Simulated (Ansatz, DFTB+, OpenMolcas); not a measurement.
**How methods differ on C2H7P (SMILES CPC)**

The species is C2H7P (10 atoms), meant as a singlet with charge 0. SMILES: `CPC`. The shape is that of a PBE0-D4/def2-TZVP optimisation.

Each level gives the HOMO–LUMO gap (eV). The values are calculated.

| level | kind | program | value (eV) |
| --- | --- | --- | --- |
| DFTB2 | semi-empirical | DFTB+ | 5.08 |
| HF/6-311+G** | Hartree–Fock | OpenMolcas | 10.95 |
| SVWN5/6-311+G** | LDA | OpenMolcas | 4.98 |
| revPBE/6-311+G** | GGA | OpenMolcas | 4.96 |
| M06-L/6-311+G** | meta-GGA | OpenMolcas | 5.64 |
| B3LYP/6-311+G** | global hybrid | OpenMolcas | 6.30 |
| M06-2X/6-311+G** | hybrid meta-GGA | OpenMolcas | 7.97 |
| wB97M-V/6-311+G** | range-separated hybrid | Ansatz | 9.70 |
| B2PLYP/6-311+G** | double hybrid | Ansatz | 8.31 |

The values span 4.96 to 10.95 eV. Orbital gaps aren't excitation energies, and those of double hybrids come from the SCF part alone; they tend to grow with the share of exact exchange.

The gap of dimethylphosphine depends strongly on the functional: LDA and GGA nearly coincide at 4.98 and 4.96 eV, while Hartree–Fock gives 10.95 eV. M06-L, at 5.64 eV, lies above both without any exact exchange, and wB97M-V, at 9.70 eV, exceeds both global hybrids and the double hybrid. The spread probably arises because nonlocal exchange lowers the occupied levels and leaves the empty ones facing the field of all the electrons, an effect that range separation enforces most fully at long distance.

The HOMO of a simple alkylphosphine is essentially the phosphorus lone pair. With no π system, the lowest empty level is expected to mix P–C and P–H σ* character with diffuse functions. Such a molecule hardly binds an extra electron, so the larger gaps probably involve a LUMO that represents a discretised continuum rather than a true acceptor level. DFTB2's closeness to the semilocal values therefore doesn't establish that it describes the same empty orbital. How far the gaps would shift with more diffuse functions remains open.
